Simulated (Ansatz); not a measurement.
# Abstraction of H: SbH(CH3)2 + GeH(GeH3)Cl → SbH(CH2)(CH3) + GeH2(GeH3)Cl

Species: SbH(CH3)2, singlet; GeH(GeH3)Cl, doublet; SbH(CH2)(CH3), doublet; GeH2(GeH3)Cl, singlet. A radical takes H: the energy is the difference in strength between the C–H bond broken and the Ge–H bond made.

Shapes, held fixed at every level: PBE0-D4/def2-TZVP. Flexible molecules stand in one conformer, not always the lowest. Programs: Ansatz 0.2.0. The zero-point and thermal change to 298 K, harmonic and unscaled (PBE0-D4/def2-TZVP), is -12.9 kJ/mol.

| level | kind | ΔH(298 K) (kJ/mol) | less CCSD(T)/def2-TZVPP |
| --- | --- | --- | --- |
| MP2/def2-SVP | perturbation theory | +91.1 | +11.2 |
| HF/def2-TZVPP | Hartree–Fock | +55.6 | -24.3 |
| B3LYP-D4/def2-TZVPP | global hybrid | +89.2 | +9.3 |
| BHLYP-D4/def2-TZVPP | global hybrid | +79.5 | -0.4 |
| PBE0-D4/def2-TZVPP | global hybrid | +88.5 | +8.6 |
| wB97M-V/def2-TZVPP | range-separated hybrid | +91.7 | +11.8 |
| CCSD(T)/def2-TZVPP | coupled cluster or CI | +79.9 | 0.0 |

The highest level, CCSD(T)/def2-TZVPP, gives ΔH(298 K) = +79.9 kJ/mol; the levels span +55.6 to +91.7. The column of differences is taken from that level and isn't an error. No measured value is set beside it here. Open shells run unrestricted. For atoms past krypton def2 sets carry core potentials with scalar relativity. Relativity is left out for Ge. Outer-core shells of Ge, Sb are correlated in most correlated rows, in sets that cover them unevenly.

Hydrogen transfer from carbon to germanium is clearly endothermic at every level, with +79.9 kJ/mol from coupled cluster. The main reason is the stronger C–H bond: carbon's compact valence orbitals overlap well with hydrogen 1s, whereas germanium's larger, more diffuse 4s and 4p orbitals bind hydrogen less strongly. Replacing a stiff C–H stretch with a softer Ge–H stretch lowers the zero-point energy and offsets a little of this cost.

Hartree–Fock also gives an uphill reaction but falls well below all the other levels, probably because the correlation energy lost on breaking C–H exceeds that gained on forming Ge–H. The close agreement of BHLYP with coupled cluster in this one reaction doesn't establish its general accuracy.

The reverse direction is therefore favourable in enthalpy, in line with the known ability of germanium hydrides to donate hydrogen to alkyl radicals. The result concerns only the methyl site; the Sb–H bond, normally much weaker than C–H, would probably be the thermodynamically preferred source of hydrogen for the germyl radical.
